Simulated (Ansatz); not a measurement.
**A van 't Hoff estimate for BH3 + CHI3 ⇌ BH2I + CH2I2**

Gas-phase species: BH3 (borane) `B`, singlet; CHI3 (iodoform) `IC(I)I`, singlet; BH2I `BI`, singlet; CH2I2 (diiodomethane) `ICI`, singlet. The partners trade H for I: B–H and C–I bonds give way to B–I and C–H.

The electronic reaction energy at CCSD(T)/def2-TZVPP is -151.0 kJ/mol. Shapes: PBE0-D4/def2-TZVP. Programs: Ansatz 0.2.0. Enthalpy and entropy come from rigid-rotor, harmonic-oscillator sums on unscaled PBE0-D4/def2-TZVP wavenumbers, ideal gases at 1 bar. Symmetry numbers: BH3 6, CHI3 3, BH2I 2, CH2I2 2. R = 8.3145 J/(mol K).

| T (K) | ΔH (kJ/mol) | ΔS (J/(mol K)) |
| --- | --- | --- |
| 600 | -144.8 | +14.6 |
| 800 | ? | ? |
| 1000 | -146.1 | +12.9 |

Problem. Work out ln K at 600 and 1000 K, and from these estimate it at 800 K.

Solution. 
1. 600 K: ΔG = -144.8 − 600 × (+14.6)/1000 = -153.6 kJ/mol; ln K = −ΔG/RT = +30.79.
2. 1000 K: ΔG = -146.1 − 1000 × (+12.9)/1000 = -159.0 kJ/mol; ln K = −ΔG/RT = +19.12.
3. Slope against 1000/T: (+19.12 − (+30.79))/(1.0000 − 1.6667) = +17.50, that is −ΔH/R with ΔH near -146 kJ/mol.
4. 800 K: ln K = +30.79 + (+17.50) × (1.2500 − 1.6667) = +23.50.

The full sums give ΔH = -145.5 kJ/mol, ΔS = +13.6 J/(mol K), ΔG = -156.4 kJ/mol and ln K = +23.51 at 800 K, so the line is off by -0.01 in ln K; without rounding the miss is -0.01, from the change of ΔH with temperature. The products are favoured over this whole range. An error of 10 kJ/mol in the energy moves ln K by 1.5 at 800 K. Soft modes are treated as harmonic, which can err either way at these temperatures; the lowest are those of CHI3 (103 cm⁻¹), CH2I2 (118 cm⁻¹). Other reactions of these species are left aside. BH3 would pair up to its dimer, which this equilibrium leaves out. For atoms past krypton def2 sets carry core potentials with scalar relativity. Outer-core shells of I are correlated, in sets that cover them unevenly.

The exchange is driven by enthalpy. Carbon gives up a weak bond to iodine, whose diffuse 5p orbital overlaps poorly with carbon, and gains a strong C–H bond. Boron makes the opposite trade at a lower cost, since B–I is more polar than C–I and an iodine lone pair can donate into boron's empty p orbital. Relief of crowding among the three iodines of CHI3 probably helps too, though the energies given do not separate these contributions.

The small positive entropy is largely a matter of symmetry numbers: the reactants are together more symmetric than the products, and the number of molecules does not change. This explains why ΔG becomes more negative on heating while ln K falls: the entropy term lowers ΔG, but the temperature dependence of ln K follows the sign of ΔH. The van 't Hoff line works well because ΔH barely changes between 600 and 1000 K. A large equilibrium constant says nothing about the barrier to H/I exchange, so the rate remains open.
